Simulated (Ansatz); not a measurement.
# TiO₂: pressure against volume scale

Results calculated with Ansatz 0.2.0, not measured. Periodic Kohn-Sham DFT of a crystal at fixed atoms, scaled to volume_scale times the given cell; pressure positive in compression, energy less spherical unpolarised free atoms, largest_vzz the field gradient of largest size among the nuclei.

The cell before it is scaled or strained (space group P4_2/mnm, No. 136):
```
CELL_PARAMETERS angstrom
4.59400 0.00000 0.00000
0.00000 4.59400 0.00000
0.00000 0.00000 2.95900
ATOMIC_POSITIONS crystal
Ti 0.00000 0.00000 0.00000
Ti 0.50000 0.50000 0.50000
O 0.30600 0.30600 0.00000
O 0.19400 0.80600 0.50000
O 0.69400 0.69400 0.00000
O 0.80600 0.19400 0.50000
```

Settings of every row: method all-electron PAW; functional LDA; relativity scalar; k mesh 7x7x10; filling fermi-dirac; smearing width 0.05 eV; nucleus gaussian.

Atom start moment: 0 on all atoms.

| row | volume scale | V (Å³/atom) | pressure (GPa) | largest V_zz (1e21 V/m^2) |
| --- | --- | --- | --- | --- |
| 1 | 0.94 | 9.784 | ? | ? |
| 2 | 0.96 | 9.992 | 2.535 | -2.546 |
| 3 | 0.98 | 10.2 | -2.856 | -2.474 |
| 4 | 0.99 | 10.304 | -5.34 | -2.439 |
| 5 | 1 | 10.408 | -7.693 | -2.405 |
| 6 | 1.01 | 10.512 | -9.921 | -2.372 |
| 7 | 1.02 | 10.616 | -12.031 | -2.34 |
| 8 | 1.04 | 10.825 | -15.921 | -2.277 |
| 9 | 1.06 | 11.033 | -19.406 | 2.266 |

Question: what pressure should row 1 give?

Worked fit of pressure. Take u = (V_r/V)^(2/3) − 1 with V_r = 10.46 Å³ an atom, which is twice the finite (Eulerian) strain; such expansions in the strain, on which the Birch-Murnaghan equation of state is built, carry the rest volume and the bulk modulus. The shown rows have u = 0.03099, 0.01692, 0.01007, 0.00333, -0.0033, -0.00982, -0.02261, -0.03493. Least squares give pressure = −8.8209 + 336.437 × u + 963.25 × u² GPa; a straight line predicts inner rows, each left out in turn, worse (root mean square 0.32 against 0.0087 GPa). The rows lie off it by 0.005, -0.003, -0.005, -0.003, 0.000, 0.001, 0.014, -0.009 (root mean square 0.0066 GPa). The pressure vanishes at u = 0.0245, or V = 10.09 Å³ an atom, and there the bulk modulus at fixed shape and fractions is B = −V dP/dV = (2/3)(1 + u) dP/du = 262 GPa. Letting shape and atoms relax would as a rule lower it, by much in layered, chain or molecular crystals. The withheld row has u = 0.04555, so the fit gives −8.8209 + 336.437 × (0.04555) + 963.25 × (0.04555)² = 8.502 GPa.

The calculation gave 8.544 GPa. The fit lies 0.042 GPa (0.15 % of the column's range) below it; its largest miss of a shown row is 0.014 GPa. This row lies beyond the range of the fit.

The other values of row 1: largest V_zz -2.62 1e21 V/m^2.
